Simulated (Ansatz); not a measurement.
## Swapping OH for F on C: the atomisation energy

On one C centre that keeps SiH3, n of the OH ligands are replaced by F. The atomisation energy (no zero-point term) y in kJ/mol at CCSD(T)/CBS estimate. Shapes: PBE0-D4/def2-TZVP. Flexible molecules stand in one conformer, not always the lowest. Programs: Ansatz 0.2.0.

| molecule | n | y (kJ/mol) |
| --- | --- | --- |
| CH6O3Si | 0 | 3921 |
| CH5FO2Si | 1 | ? |
| CH4F2OSi | 2 | 3161 |
| SiH3(CF3) | 3 | 2767 |

Question: Fit y = c + s·n to the known rows and predict CH5FO2Si.

Answer: 
1. Means of the 3 rows: n = 1.66667, y = 3283.0.
2. Σ(Δn)² = 4.6667, Σ(Δn·Δy) = -1792, so the slope is -1792/4.6667 = -384.
3. Intercept: 3283.0 − (-384) × 1.66667 = 3923.0. The largest residual of the fit is 6.0.
4. CH5FO2Si: 3923.0 + (-384) × 1 = 3539 kJ/mol.

The run gave 3538 kJ/mol, so the prediction is off by +1 kJ/mol, within the largest residual. The steps per swap are -383, -377, -394 kJ/mol. The slope is the difference between a C–F and a C–OH bond with the ligands’ own bonds. Other levels give for CH5FO2Si: B3LYP-D4/def2-TZVPP 3512; wB97X-V/def2-TZVPP 3546 kJ/mol. The CBS estimate extrapolates MP2 from def2-TZVPP and def2-QZVPP and adds CCSD(T) − MP2 in the triple-zeta set, cores frozen.

The fall in atomisation energy with each swap does not mean that fluorine is bound more weakly than hydroxyl. A C–F bond is normally stronger than a C–O bond, owing to its large ionic contribution, but replacing OH by F also removes an atom and with it a strong O–H bond. That loss outweighs the gain at carbon and sets the sign of the slope.

The near-constant steps show that the energy is largely additive, though not strictly so: the second swap costs least and the third most. This pattern would fit anomeric donation from oxygen lone pairs into C–F σ* orbitals, which favours mixed centres and vanishes when the last OH leaves. Differences this small could equally reflect OH orientation and weak intramolecular O–H···F or O–H···O contacts, so the steps alone do not establish an anomeric effect. Nor does the slope say whether fluorination is thermodynamically favourable, which would require a balanced reaction including the fluorine source and the hydroxyl-containing product.
